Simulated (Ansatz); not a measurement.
# A series in volume scale on BaScO₃

Results calculated with Ansatz 0.2.0, not measured. Free energy against uniform scaling of the volume at fixed shape and fractions; periodic cell, basis, potentials, k mesh and filling as listed.

The cell before it is scaled or strained (space group Pm-3m, No. 221):
```
CELL_PARAMETERS angstrom
4.23370 0.00000 0.00000
0.00000 4.23370 0.00000
0.00000 0.00000 4.23370
ATOMIC_POSITIONS crystal
Ba 0.00000 0.00000 0.00000
Sc 0.50000 0.50000 0.50000
O 0.50000 0.50000 0.00000
O 0.50000 0.00000 0.50000
O 0.00000 0.50000 0.50000
```

Settings of every row: functional PBEsol; dispersion none; potentials PAW; wave cutoff 420 eV; density cutoff 1680 eV; k mesh 6x6x6; k shift 0x0x0; occupations fermi dirac; smearing width 0.1 eV; spin none.

Limits: coarse k mesh, up to 40 meV an atom off; minimum outside the range; odd electron count without spin; no spin-orbit coupling, which can matter with elements this heavy; the cell comes from a prototype or a list of computed structures and needn't be the stable phase.

```
row  volume scale  V (Å³/atom)  energy above lowest point (meV/atom)
  1        0.9406       14.276                                     0
  2        0.9703       14.726                                   6.3
  3             1       15.177                                    22
  4        1.0297       15.628                                     ?
  5        1.0594       16.079                                    76
```

Question: what energy above lowest point should row 4 give?

Worked fit of energy above lowest point. Take u = (V_r/V)^(2/3) − 1 with V_r = 14.951 Å³ an atom, which is twice the finite (Eulerian) strain; such expansions in the strain, on which the Birch-Murnaghan equation of state is built, carry the rest volume and the bulk modulus. The shown rows have u = 0.03128, 0.01016, -0.00995, -0.04733. Least squares give energy above lowest point = 13.06 − 780.8 × u + 11601 × u² meV/atom; a straight line predicts inner rows, each left out in turn, worse (root mean square 11 against 0.054 meV/atom). All shown rows lie on it to the printed digit. The withheld row has u = -0.02909, so the fit gives 13.06 − 780.8 × (-0.02909) + 11601 × (-0.02909)² = 45.6 meV/atom.

The calculation gave 45.5 meV/atom. The fit lies 0.1 meV/atom (0.13 % of the column's range) above it, one unit of the last digit.
